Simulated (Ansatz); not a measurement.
BiRh: the change of pressure with volume per atom

Periodic Kohn-Sham DFT of a crystal at fixed atoms; pressure and stress are positive in compression; the energy is the free energy less that of spherical unpolarised free atoms; site moments are those in the method's own spheres, positive along +z. The results are calculated, by Ansatz 0.2.0.

Cell of the first row (space group P6_3/mmc, No. 194):
```
CELL_PARAMETERS angstrom
4.01040 0.00000 0.00000
-2.00520 3.47310 0.00000
0.00000 0.00000 5.54740
ATOMIC_POSITIONS crystal
Bi 0.33333 0.66667 0.25000
Bi 0.66667 0.33333 0.75000
Rh 0.00000 0.00000 0.00000
Rh 0.00000 0.00000 0.50000
```

Settings of every row: method frozen-core PAW; functional LDA; relativity scalar; k mesh 12x12x7; filling fermi-dirac; smearing width 0.03 eV; wave cutoff 420 eV; paw set soft_2.

Atom start moment: 0 on all atoms.

Limits: PAW files made with PBE; no spin-orbit coupling on heavy atoms.

```
row  volume per atom (Å³)  pressure (GPa)
  1                19.317            6.64
  2                20.139               ?
  3                 20.55          -2.726
  4                20.756          -3.969
  5                21.372          -7.255
```

Question: what pressure should row 2 give?

Worked fit of pressure. Take u = (V_r/V)^(2/3) − 1 with V_r = 20.653 Å³ an atom, which is twice the finite (Eulerian) strain; such expansions in the strain, on which the Birch-Murnaghan equation of state is built, carry the rest volume and the bulk modulus. The shown rows have u = 0.04559, 0.00334, -0.00331, -0.02256. Least squares give pressure = −3.3582 + 188.124 × u + 683.89 × u² GPa; a straight line predicts inner rows, each left out in turn, worse (root mean square 0.46 against 0.0084 GPa). The rows lie off it by 0.000, -0.004, 0.004, -0.001. The pressure vanishes at u = 0.0168, or V = 20.14 Å³ an atom, and there the bulk modulus at fixed shape and fractions is B = −V dP/dV = (2/3)(1 + u) dP/du = 143 GPa. Letting shape and atoms relax would as a rule lower it, by much in layered, chain or molecular crystals. The withheld row has u = 0.01694, so the fit gives −3.3582 + 188.124 × (0.01694) + 683.89 × (0.01694)² = 0.025 GPa.

The calculation gave 0.009 GPa. The fit lies 0.016 GPa (180 % of the value, 0.12 % of the column's range) above it; its largest miss of a shown row is 0.004 GPa.
